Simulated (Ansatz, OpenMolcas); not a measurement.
## How methods differ on GaSiH4O (SMILES [SiH3][O][GaH])

GaSiH4O has 7 atoms, charge 0, and is taken as a doublet. As SMILES, `[SiH3][O][GaH]`. The coordinates come from a PBE0-D4/def2-TZVP relaxation. This is one conformer, not always the lowest.

Quantity: the electronic atomisation energy, in eV. The values are calculated. Electronic energies at fixed atoms, without zero-point motion or spin-orbit coupling.

| level | kind | program | value (eV) | less CCSD(T)/cc-pVDZ | CPU time (all runs) |
| --- | --- | --- | --- | --- | --- |
| UHF/cc-pVDZ | Hartree–Fock | OpenMolcas | 14.66 | -4.20 | 18 s |
| U-r2SCAN/cc-pVDZ | meta-GGA | OpenMolcas | 20.32 | +1.46 | 97 s |
| U-r2SCAN0/cc-pVDZ | hybrid meta-GGA | Ansatz | 19.93 | +1.07 | 39 s |
| UBHLYP/cc-pVDZ | global hybrid | Ansatz | 19.43 | +0.57 | 16 s |
| UM06-2X/cc-pVDZ | hybrid meta-GGA | OpenMolcas | 20.22 | +1.36 | 64 s |
| UB2PLYP/cc-pVDZ | double hybrid | Ansatz | 19.65 | +0.79 | 18 s |
| ROCCSD(T)/cc-pVDZ | coupled cluster or CI | OpenMolcas | 18.86 | 0.00 | 51 s |
| UBCCD(T)/cc-pVDZ | coupled cluster or CI | Ansatz | 18.87 | +0.01 | 56 s |

ROCCSD(T)/cc-pVDZ is the highest level here, not the true value. All-electron rows without a relativistic Hamiltonian named are non-relativistic. Correlated wave functions underbind in double-zeta sets. The values span 14.66 to 20.32 eV. In the correlated wave-function rows the outer d shell of Ga is correlated, in sets not made for it. Times are those of the runs behind each value, whatever else they computed, on shared processors of several kinds: orders of magnitude only.

Hartree–Fock falls 4.20 eV short of ROCCSD(T) because atomisation breaks up electron pairs in the Si–H, Si–O, Ga–O and Ga–H bonds, and the correlation energy of those pairs is largely lost in the separated, high-spin atoms. All the density functionals recover this binding and land above the coupled-cluster value. Part of that excess probably reflects basis convergence rather than functional error, since explicit pair correlation needs high angular momentum functions to describe the electron cusp, whereas a semilocal correlation functional does not.

Adding exact exchange to r2SCAN lowers the binding, as expected, but the exchange fraction alone does not order the functionals: M06-2X, with a large share, stays close to r2SCAN. The near coincidence of ROCCSD(T) and BCCD(T) suggests that the choice of reference orbitals matters little for this radical, though it cannot test errors common to both treatments. A total atomisation energy also leaves open how strong the Ga–O bond is on its own.
